# Notes: the view factor of two coaxial disks from three zones of a sphere

## Setup and conventions

A hot SiC disk (surface 1, radius $r_1$, plane $z=0$, facing up) radiates to a GaSb photovoltaic cell (surface 2, radius $r_2$, plane $z=h$, facing down) on the same axis. I want the fraction of the emitted power that lands on the cell. My assumptions are ray optics, a transparent gap, and an opaque emitter whose radiance $L$ is the same at every point and in every direction (a Lambert surface). Angles $\theta$ are measured from the local normal on the radiating side, and $r$ is the distance between two surface elements.

An element $dA_1$ sends the power $L\cos\theta_1\,dA_1\,d\Omega$ into the solid angle $d\Omega$. Over the hemisphere $\int\cos\theta\,d\Omega=\pi$, so the power leaving per unit area, the radiosity, is $J=\pi L$. An element $dA_2$ fills $d\Omega=\cos\theta_2\,dA_2/r^2$. Dividing the power received by the power $J A_1$ sent out gives

$$F_{12}=\frac{1}{A_1}\int_{A_1}\!\int_{A_2}\frac{\cos\theta_1\cos\theta_2}{\pi r^2}\,dA_2\,dA_1 ,$$

where only pairs of elements that face each other along an unobstructed line are counted. I call $G_{ij}=A_iF_{ij}$ the exchange area.

**Reciprocity.** The kernel and the visibility condition are symmetric in the two elements, so $G_{ij}=G_{ji}$, that is $A_1F_{12}=A_2F_{21}$.

**Summation.** Written back in solid angle, $G_{ij}=\int dA_i\int_{\Omega_j}\cos\theta_i\,d\Omega/\pi$, where $\Omega_j$ is the set of directions in which the first surface met is $j$. If the surfaces form a closed enclosure, the sets $\Omega_j$ tile the hemisphere, the inner integrals add to one, and $\sum_jF_{ij}=1$. The sum includes the self term $F_{ii}$, which vanishes for flat and convex surfaces only. Two disks alone do not close anything, so an imaginary side surface has to be added before the rule applies.

The solid-angle form gives one more tool. Two receiving surfaces that fill the same solid angle from every point of $i$ have the same exchange area with $i$.

## The smallest model: a sphere cut by two planes

There is one shape for which the kernel is a constant. Take two points on the inside of a sphere of radius $R_s$. The chord between them and the two radii form an isosceles triangle, so $\theta_1=\theta_2=\theta$ and $r=2R_s\cos\theta$. Then

$$\frac{\cos\theta_1\cos\theta_2}{\pi r^2}=\frac{1}{4\pi R_s^2}$$

for every pair, and every pair is visible because the ball is convex.

Any two coaxial circles in different planes lie on one sphere. I draw it through both rims. The planes $z=0$ and $z=h$ cut it into three zones: a cap of height $a_1$ behind the emitter, a band of height $a_3=h$, and a cap of height $a_2$ behind the cell, with

$$a_1+a_2+h=2R_s\equiv D .$$

A zone of height $a$ has area $2\pi R_s a=\pi Da$ (Archimedes). With the constant kernel $1/(\pi D^2)$ the double integral is a product of areas:

$$G^{s}_{ij}=\pi a_ia_j,\qquad F^{s}_{ij}=\frac{a_j}{D}.$$

This is the whole model, a $3\times3$ matrix of rank one. Reciprocity is visible in $a_ia_j=a_ja_i$, and summation is $\sum_ja_j=D$.

Now I flatten the caps. From a point of cap 1, a direction leads to cap 2 exactly when the chord crosses the plane $z=h$ inside the ball, which means inside disk 2. So cap 2 and disk 2 fill the same solid angle and $G(\text{cap 1},\text{disk 2})=\pi a_1a_2$. Reciprocity lets me view this from disk 2, and from any point of disk 2 the same argument shows that cap 1 and disk 1 fill the same solid angle. Therefore, with no approximation,

$$G_{12}=\pi p,\qquad p=a_1a_2 .$$

The argument never needs a cap to be smaller than a hemisphere.

It remains to express $p$ by the disk dimensions. The axis is a diameter, and the plane $z=0$ divides it into $a_1$ and $D-a_1$, so the intersecting-chords theorem gives

$$r_1^2=a_1(h+a_2)=a_1h+p,\qquad r_2^2=a_2(h+a_1)=a_2h+p .$$

Solving for $a_1$ and $a_2$ and multiplying them gives $(r_1^2-p)(r_2^2-p)=h^2p$, or

$$p^2-Sp+r_1^2r_2^2=0,\qquad S=h^2+r_1^2+r_2^2 .$$

The left side is positive at $p=0$ and equals $-h^2r_i^2$ at $p=r_i^2$. The smaller root therefore lies below both $r_1^2$ and $r_2^2$ and the larger root above both. Positive cap heights require the smaller one:

$$p=\tfrac12\left[S-\sqrt{S^2-4r_1^2r_2^2}\right].$$

Dividing by $r_1^2$, with $R_i=r_i/h$ and $X=S/r_1^2$,

$$F_{12}=\tfrac12\left[X-\sqrt{X^2-4(R_2/R_1)^2}\right],\qquad X=1+\frac{1+R_2^2}{R_1^2}.$$

The discriminant factorises as $S^2-4r_1^2r_2^2=s^2d^2$, with $s^2=h^2+(r_1-r_2)^2$ and $d^2=h^2+(r_1+r_2)^2$. In an axial section the four rim points form a trapezoid, $s$ is its leg and $d$ its diagonal. Since $s^2+d^2=2S$,

$$p=\left(\frac{d-s}{2}\right)^2,\qquad F_{12}=\left(\frac{d-s}{2r_1}\right)^2,\qquad F_{21}=\left(\frac{d-s}{2r_2}\right)^2 .$$

Adding the cap heights gives $D=(S-2p)/h=sd/h$.

## Comparison with the general integral

I did the four-fold integral directly, partly as a test and partly because its inner half gives the illumination profile on the cell. For parallel planes $\cos\theta_1=\cos\theta_2=h/r$ and the kernel is $h^2/(\pi r^4)$. Take a cell element at radius $\rho$ and an emitter element at radius $\rho'$ with relative azimuth $\phi$, so that $r^2=A-B\cos\phi$ with $A=h^2+\rho^2+\rho'^2$ and $B=2\rho\rho'$. The azimuthal integral is

$$\int_0^{2\pi}\frac{d\phi}{(A-B\cos\phi)^2}=\frac{2\pi A}{(A^2-B^2)^{3/2}} .$$

With $u=\rho^2$, $v=\rho'^2$ and $Q(u,v)=(h^2+u+v)^2-4uv$, the view factor from the cell element to the emitter is $f=\int_0^{r_1^2}h^2(h^2+u+v)\,Q^{-3/2}\,dv$. The integrand is the $v$-derivative of $-\tfrac12(h^2+u-v)/\sqrt Q$, which equals $-\tfrac12$ at $v=0$, so

$$f(\rho)=\frac12\left[1-\frac{h^2+\rho^2-r_1^2}{\sqrt{Q(\rho^2,r_1^2)}}\right].$$

By reciprocity element by element, the irradiance of the cell at $\rho$ is $J_1f(\rho)$. For the outer integral $dA_2=\pi\,du$, and $\partial\sqrt Q/\partial u=(h^2+u-v)/\sqrt Q$. With $\sqrt{Q(0,r_1^2)}=h^2+r_1^2$ and $Q(r_2^2,r_1^2)=S^2-4r_1^2r_2^2$,

$$G_{21}=\frac{\pi}{2}\left[r_2^2+h^2+r_1^2-\sqrt{S^2-4r_1^2r_2^2}\right]=\pi p .$$

The direct route and the sphere give the same expression, symmetric in the two radii as reciprocity demands.

The limits behave. For $h\to0$, $p$ tends to the smaller of $r_1^2$ and $r_2^2$, so the smaller disk sees only the larger. For $r_1\to0$, $F_{12}\to r_2^2/(r_2^2+h^2)$, the squared sine of the cone half-angle. For $h\gg r_i$, $F_{12}\to r_2^2/h^2=A_2/(\pi h^2)$. For equal radii $r$ and a small gap, $F=1-h/r+h^2/(2r^2)+\dots$ Differentiating the quadratic at fixed radii gives $(2p-S)\,dp=2hp\,dh$, hence

$$\frac{d\ln F_{12}}{dh}=-\frac{2h}{sd}=-\frac{1}{R_s}.$$

The sphere radius is the length over which the view factor decays with gap.

## Numbers for the emitter and cell

I choose $r_1=4.2$ mm, $r_2=5.7$ mm and $h=2.0$ mm. These are illustrative dimensions, picked so that the cell is close to 1 cm² and the square roots close. The areas are $A_1=0.5542$ cm² and $A_2=1.0207$ cm².

The leg and diagonal are $s=2.5$ mm and $d=10.1$ mm, so $\sqrt p=3.8$ mm and $p=14.44$ mm². With $r_1^2=17.64$ mm² and $r_2^2=32.49$ mm², the caps have $a_1=1.6$ mm and $a_2=9.025$ mm, and $D=12.625$ mm, $R_s=6.3125$ mm. The cap behind the cell is more than a hemisphere. The rejected root is 39.69 mm², larger than either $r_i^2$. In the reduced form $R_1=2.1$, $R_2=2.85$, $X=3.0686$, the square root is 1.4314, and

$$F_{12}=0.8186,\qquad F_{21}=0.4444,\qquad G_{12}=0.4536\ \text{cm}^2 .$$

In the sphere model every row of $F^s$ is the same: 0.1267 to cap 1, 0.7149 to cap 2 and 0.1584 to the band.

To close the real geometry I take as surface 3 the conical side joining the rims, with $A_3=\pi(r_1+r_2)s=24.75\,\pi$ mm². Flatness gives $G_{11}=G_{22}=0$. Summation on the first two rows gives $G_{13}=\pi(r_1^2-p)=\pi a_1h$ and $G_{23}=\pi a_2h$, which are 3.20 and 18.05 in units of $\pi$ mm². The third row then fixes $G_{33}$ at 3.50 in the same units. A symmetric $3\times3$ matrix has six entries, and three row sums and two zeros leave one free, so the single quantity $p$ determines everything.

| $F_{ij}$ | to emitter | to cell | to side |
|---|---|---|---|
| emitter | 0 | 0.8186 | 0.1814 |
| cell | 0.4444 | 0 | 0.5556 |
| side | 0.1293 | 0.7293 | 0.1414 |

All off-diagonal exchange areas equal those of the sphere, $\pi a_ia_j$. Only the diagonal has changed, by exactly the area removed. A cap has area $\pi Da_1$ and its disk $\pi a_1(D-a_1)$, and the difference $\pi a_1^2$ is the self term of the cap, which is why it drops to zero. The band has area $25.25\,\pi$ mm², larger than the cone by $0.50\,\pi$ mm², and its self term $\pi h^2$ exceeds that of the cone by the same amount.

Varying the gap at the same radii:

| $h$ (mm) | 0.5 | 1 | 2 | 5 | 10 |
|---|---|---|---|---|---|
| $F_{12}$ | 0.984 | 0.941 | 0.819 | 0.488 | 0.222 |
| $F_{21}$ | 0.534 | 0.511 | 0.444 | 0.265 | 0.121 |

At 10 mm the distant-disk limit $r_2^2/h^2$ gives 0.325, still far above the exact entry. At 2 mm the logarithmic slope is $-0.158$ per mm, so a shift of 0.1 mm in the spacing changes the collected power by 1.6 %.

The average $F_{21}$ hides a steep profile. The local factor $f$ is 0.815 at the cell centre, 0.384 opposite the emitter rim and 0.127 at the cell rim, a ratio of 6.4 between centre and rim. The rim value reduces to $(r_1^2-p)/(sd)=a_1/D$. Exchanging the radii (emitter 5.7 mm, cell 4.2 mm) leaves $G_{12}$ unchanged, so the cell receives the same power. The profile then runs from 0.890 to 0.715, a ratio of only 1.25, but the emitter sends five ninths of its output past the cell.

The same formulas describe a 300 mm silicon wafer facing a heater plate of equal size across 10 mm. There $F=0.9355$, while the local factor falls from 0.996 at the centre to 0.483 at the rim, which is a geometric reason for making the plate larger than the wafer.

## Power and photocurrent in the model

I take $T_1=1400$ K and a gray emissivity $\varepsilon_1=0.85$, a typical value for an opaque, sintered or heavily doped SiC body. The qualification matters. The compiled gap of 4H-SiC, 3.26 eV (Deguchi 2016), is 27 times $k_BT_1=0.1206$ eV, so interband absorption does almost nothing for thermal emission at this temperature, and a thin pure crystal would be neither opaque nor gray in the near infrared.

With $\sigma$ the Stefan–Boltzmann constant, $\sigma T_1^4=21.78$ W/cm². The front face emits $\varepsilon_1\sigma T_1^4A_1=10.26$ W, of which $\varepsilon_1\sigma T_1^4G_{12}=8.40$ W reaches the cell on the first pass and 1.86 W escapes through the side. With the radii exchanged the emitter gives off 18.90 W and loses 10.50 W. A black cell at 300 K emits 0.046 W/cm², which I ignore.

For a Lambert surface the view factor is the same at every wavelength, so it multiplies the above-gap part of the Planck spectrum unchanged. The compiled GaSb gap at 300 K is 0.73 eV (Wing 2021), a cutoff wavelength of 1.698 µm, and $x_g=E_g/k_BT_1=6.051$. The fraction of blackbody power above the gap is

$$\eta_g=\frac{15}{\pi^4}\int_{x_g}^\infty\frac{t^3\,dt}{e^t-1}=0.1357 ,$$

so 1.14 W of the incident power lies above the gap. One electron of charge $q$ per above-gap photon corresponds to a blackbody current density

$$j_{bb}=\frac{q\,\sigma T_1^4}{k_BT_1}\,\frac{15}{\pi^4}\int_{x_g}^\infty\frac{t^2\,dt}{e^t-1}=3.325\ \text{A/cm}^2 ,$$

and the model's first-pass photocurrent limit is $\varepsilon_1G_{12}\,j_{bb}=1.28$ A.

## A wall that the sphere solves exactly

The side loss can be recovered with a reflector, and the sphere model handles one case exactly. Make the band real, as a cool wall that reflects diffusely with reflectance $\rho_w$, and let both disks absorb whatever reaches them. Seen from the band, the emitter is equivalent to its cap, so each wall element receives the same irradiance $J_1a_1/D$ from it. A uniform wall radiosity $J_3$ adds the uniform term $J_3h/D$. Uniformity is thus self-consistent, and $J_3=\rho_w(a_1J_1+hJ_3)/D$ gives $J_3=\rho_wa_1J_1/(D-\rho_wh)$. The cell receives $\pi a_2(a_1J_1+hJ_3)$, so

$$F_{12}^{\rm eff}=\frac{F_{12}}{1-\rho_wh/D}.$$

This gives 0.955 for an assumed $\rho_w=0.9$ and 0.973 for $\rho_w=1$, where the remaining 0.027 returns to the emitter. A gray emitter reflects 0.15 of that again, which adds at most 0.004. For the conical wall the same algebra would be approximate, because its irradiance is not uniform.

## Size of what I left out

*Wave effects.* The thermal length $\hbar c/k_BT_1$ is 1.64 µm, about $10^3$ times smaller than the gap. Evanescent coupling is negligible and interference fringes average out over the spectrum.

*Gas in the gap.* I assumed vacuum. With air, at an approximate conductivity of 0.06 W m⁻¹K⁻¹ for the mean temperature, a plane-layer estimate across 1100 K gives 3.3 W/cm², or 1.8 W over the emitter area. That rivals the side loss and heats the cell without making current.

*Departure from Lambert emission.* Smooth dielectric surfaces emit less near grazing incidence, and these are the rays that miss the cell. As a deliberately strong test I take radiance proportional to $\cos\theta$. The power inside a cone of half-angle $\theta_0$ is then $1-\cos^3\theta_0$ in place of $1-\cos^2\theta_0$, and from the emitter centre the collected fraction rises from 0.890 to 0.964. The formula is exact for its assumptions, but for a real emitter I would not trust it beyond two figures.

*Reflection at the cell.* From the compiled high-frequency dielectric constant 14.4 (Rakita 2019), $n=3.79$ and the normal-incidence Fresnel reflectance of a bare face is $[(n-1)/(n+1)]^2=0.34$. This is the below-gap index, and I use it only as an estimate near the gap and at oblique angles. The round trip matters little. For diffuse reflection with uniform radiosity one round trip multiplies the light by $0.15\times0.34\times F_{12}F_{21}=0.019$. For a specular cell the returning fraction follows from the view factor of the emitter to its mirror image at distance $2h$, which is 0.399 and needs no correction for the cell size because all those rays cross the cell plane within $r_1<r_2$. The share of the emitted light that returns and is reflected once more is then 0.020. The direct loss of about a third of the incident photons is the large term.

The 1.28 A is therefore the model's limit for assumed dimensions, temperature and emissivity, with every above-gap photon collected. As typical knowledge, a coated GaSb cell with a contact grid collects roughly 70 to 80 % of the incident above-gap photons, so a real device of this geometry would fall short of the limit by about a quarter, and a bare one by a third or more.